Neither PBE-D4 nor PBE0-D4 gives the atomization energy of a substituted acetonitrile NC–CH$_2$–X to within 5 kcal/mol of a frozen-core CCSD(T) estimate of the basis-set limit. Both bind every molecule too strongly, PBE-D4 by 3.3 to 4.9 % of the reference value and PBE0-D4 by 0.7 to 1.4 %. The large gain from PBE0 need not carry over to reaction energies: of the two independent atom-balanced reactions that these rows allow, both functionals get one to better than 1 kcal/mol and miss the other by about 5.

Gas-phase substituted acetonitriles *CC#N (SMILES; * is the group, the marked atom the C bearing it), computed with Ansatz 0.2.0 at PBE0-D4/def2-TZVP geometries. PBE-D4 and PBE0-D4 use def2-TZVPP; the frozen-core CCSD(T) reference is a focal-point estimate of the basis-set limit: for all eight molecules Hartree–Fock and MP2 correlation are extrapolated from def2 triple and quadruple zeta, and CCSD(T) less MP2 is added from triple zeta alone (the free atoms are as a rule treated likewise). Each molecule is a single conformer, not always the lowest. Atomization energies are electronic, without zero-point terms; electronegativities are Pauling's.

```csv
group *,formula,binding atom,its electronegativity,bond from the marked atom to the group (Å),bonds,CCSD(T) atomization energy (kcal/mol),PBE-D4 less CCSD(T) (kcal/mol),PBE0-D4 less CCSD(T) (kcal/mol),T1 diagnostic
*C#C,C4H3N,C,2.550,1.455,7,892.3,41.78,12.67,0.013
*C=C,C4H5N,C,2.550,1.502,9,1054.0,38.95,12.52,0.012
*CO,C3H5NO,C,2.550,1.532,9,1005.1,35.23,6.59,0.012
*C1CO1,C4H5NO,C,2.550,1.510,11,1142.3,49.65,15.31,0.012
*COC,C4H7NO,C,2.550,1.532,12,1288.5,42.08,10.06,0.012
*Br,C2H2BrN,Br,2.960,1.940,5,575.2,27.35,6.37,0.010
*OC,C3H5NO,O,3.440,1.395,9,990.2,36.15,6.87,0.012
*F,C2H2FN,F,3.980,1.369,5,612.5,30.09,5.60,0.013
```

The atomization energy is the electronic energy of the free atoms less that of the molecule, so a positive error means overbinding. The group is written in SMILES, with hydrogens implicit and # for a triple bond, and a multiple bond counts once under "bonds". T1 measures the weight of single excitations in coupled cluster; at 0.010 to 0.013 it signals no strong multireference character, and it does not explain the spread. All molecules are stable closed shells. For a scale, $RT\ln 10 = 1.36$ kcal/mol at 298 K is a factor of ten in an equilibrium constant.

**Two limits of exchange.** Standard theory brackets the errors. A purely local exchange hole overbinds heavily. The gradient correction lowers free atoms, which are rich in steep density tails, more than the molecule, where bonding has filled those tails in; PBE applies it moderately and still overbinds. Pure exact exchange errs the other way: its hole spreads over both atoms of a bond, and the left–right correlation that should pull it back, which a local hole mimics, is lost. PBE0 replaces a fraction $a = 0.25$ of PBE exchange by exact exchange. At fixed orbitals the energy is linear in $a$, so with $\epsilon_0$ and $\epsilon_{0.25}$ the two printed errors,

$$\epsilon(a) = \epsilon_0 - \frac{a}{0.25}\,(\epsilon_0-\epsilon_{0.25}), \qquad a^* = \frac{0.25\,\epsilon_0}{\epsilon_0-\epsilon_{0.25}},$$

where $a^*$ is the fraction that would give zero error. Nothing is fitted. For \*CO the step is $35.23-6.59 = 28.64$ kcal/mol and $a^* = 0.25\times 35.23/28.64 = 0.31$. Pushed to $a=1$, the line gives $35.23 - 4\times 28.64 \approx -79$, underbinding as argued. Both are extrapolations that ignore orbital relaxation and the slightly different D4 terms.

**\*C#C and \*C=C.** The alkyne has two bonds fewer than the alkene, yet its PBE-D4 error is 2.83 kcal/mol larger; in PBE0-D4 the two agree within 0.15. This is compatible with the known weakness of semilocal exchange for multiple bonds, but the rows also differ by two hydrogens, and adding H$_2$ lowers the error from the epoxide to \*COC as well. The errors are whole-molecule totals, however, and the C≡N core contributes to each, so no row isolates one bond. PBE0 removes only about 70 % of the error in these two rows, and $a^*$ is 0.36 and 0.37.

**\*CO, \*C1CO1 and \*COC.** These complete the five rows bound through carbon, which share one electronegativity and still contain the largest error in both columns and span 6.59 to 15.31 kcal/mol in PBE0-D4. The binding atom therefore does not order the errors. Size matters: from the alcohol to its methyl ether, one CH$_2$ more, the error rises by 6.85 (PBE-D4) and 3.47 (PBE0-D4). All four C$_4$ molecules lie above all smaller ones in both columns. Part of this lies in the reference: it freezes the 1s cores while the functionals treat all electrons, and core-valence correlation, which deepens binding by the order of 1 kcal/mol per carbon, is missing from it. That is minor beside the PBE-D4 errors but a sizeable share of the PBE0-D4 column and of its step per CH$_2$; it largely cancels in reactions between rows. The reference is also only a focal-point estimate: its step from MP2 to CCSD(T) comes from triple zeta alone, which leaves a basis-set error that is untested here and may likewise grow with size. An error of the functionals in the free carbon atom may add to the trend, also untested, and three of the four are also unsaturated or cyclic.

Bond count fails at the epoxide, which has one bond fewer than \*COC and an error larger by 7.57 and 5.25. Its $a^*$ of 0.36 joins the unsaturated rows, while the other five lie at 0.31 to 0.33, so no single fraction would cure all eight. A constant shift does no better: subtracting the mean error of the eight rows leaves up to 12.0 and 5.8 kcal/mol.

The D4 dispersion term vanishes for a free atom and adds directly to the overbinding. In the same calculations it runs from 1.7 (\*F) to 5.6 kcal/mol (\*COC) for PBE, a minor 6 to 13 % of the error. For PBE0 at \*COC it is 4.7 of 10.06; without it 5.4 remain, and 3.94 at \*OC and 9.02 at \*C=C, so in these three rows dropping D4 would not come near 1 kcal/mol either.

**\*Br, \*OC and \*F.** The halides have the smallest totals in both columns, in line with their being the smallest molecules; relative to the atomization energy their PBE-D4 errors, 4.8 and 4.9 %, are the largest. From F to Br the error changes by $-2.74$ in PBE-D4 and $+0.77$ in PBE0-D4. The second figure is unresolved, since the bromine outer core is correlated without core-valence functions, which can move the estimated CCSD(T) limit by up to about 1 kcal/mol, apart from the untested error of taking its step beyond MP2 from triple zeta alone. Bromine is all-electron here, with no relativistic term on either side; that drops largely out of the error columns but not out of a comparison with experiment, which also needs zero-point and atomic spin-orbit energies.

**Reactions between rows.** Atomization breaks every bond, so no bond error cancels. In the opposite limit, a reaction that keeps all atoms and bond types, atomic errors cancel exactly and bond errors nearly. The isomers \*CO and \*OC come close: a C–C and an O–H bond are traded for a C–O and a C–H, all single. The focal-point CCSD(T) estimate puts \*OC 14.9 kcal/mol higher, and the errors are $35.23-36.15=-0.92$ and $6.59-6.87=-0.28$. The \*OC structure is anti about O–CH$_2$, while gauche is normally preferred, and the C–C–C–O chain of \*CO is anti as well; the choice of conformers should affect the 14.9 more than the errors.

The second reaction, \*C#C + \*COC → \*C=C + \*C1CO1, turns a triple bond into a double bond and closes a three-membered ring. The reference, again the focal-point estimate, is $-15.5$ kcal/mol; PBE-D4 is too exothermic by 4.74 and PBE0-D4 by 5.10, about a third of the reaction energy and between three and four powers of ten in an equilibrium constant. The free atoms cancel, so the error is molecular, and D4 supplies only $-0.12$ of it in PBE. The steps from PBE to PBE0 sum to $29.11+32.02$ on the left and $26.43+34.34$ on the right, a net 0.36: the line $\epsilon(a)$ is almost flat, so within this estimate tuning $a$ is no remedy. At $a=1$ the line still gives an error of about $-6$; set against the Hartree–Fock reaction energy of $-12.37$, that leaves about $-9$ kcal/mol to PBE correlation and D4, where the reference has about $-3$, so within this estimate the correlation functional is the suspect. The rows cannot separate the two changes in the reaction, and the ring should not be assumed guilty: a π bond of the alkyne is traded for a C–C σ bond, a step that these functionals, PBE0 especially, tend to make too exothermic. The finite triple-zeta basis of the functionals, set against a reference that estimates the basis limit and takes its own step from MP2 to CCSD(T) from triple zeta, is a further untested contribution, and it makes differences below 1 kcal/mol between non-isomers insecure.

The total energies behind the reference give a wavefunction ladder. For the isomer pair and the ring reaction, Hartree–Fock errs by $-1.99$ and $+3.11$, MP2 by $+1.07$ and $+0.55$, CCSD by $+0.01$ and $+0.42$ kcal/mol. These values share the reference's construction, an MP2 basis-set limit plus a coupled-cluster correction in triple zeta, so they show steps of method only, and for two cases.

**What to use.** Heats of formation should not be taken through free atoms with either functional; a homologue one CH$_2$ longer should be worse by roughly 6 and 3 kcal/mol, judging by the steps from \*CO and \*OC to \*COC. For a swap of single bonds PBE0-D4 met 1 kcal/mol comfortably and PBE-D4 barely, in one case. Where a π bond became a σ bond and a small ring formed, both missed by about 5, again in one case; for similar reactions a correlated check is advisable: measured against the focal-point reference, basis-limit MP2 stayed within about 1 kcal/mol in both reactions, and CCSD, its step beyond MP2 likewise taken from triple zeta, within 0.5.

Cost follows only from formal scaling. From \*F to \*COC the triple-zeta basis grows from $N=152$ to 284 functions and the correlated occupied orbitals from $o=11$ to 17. That multiplies an $N^3$ semilocal step by 6.5, $N^4$ exact exchange by 12, MP2 ($oN^4$) by 19, CCSD ($o^2v^4$, $v$ virtual orbitals) by 31 and the triples ($o^3v^4$) by 49. These are growth factors, not ratios between methods, and the MP2 limit needs quadruple zeta as well.
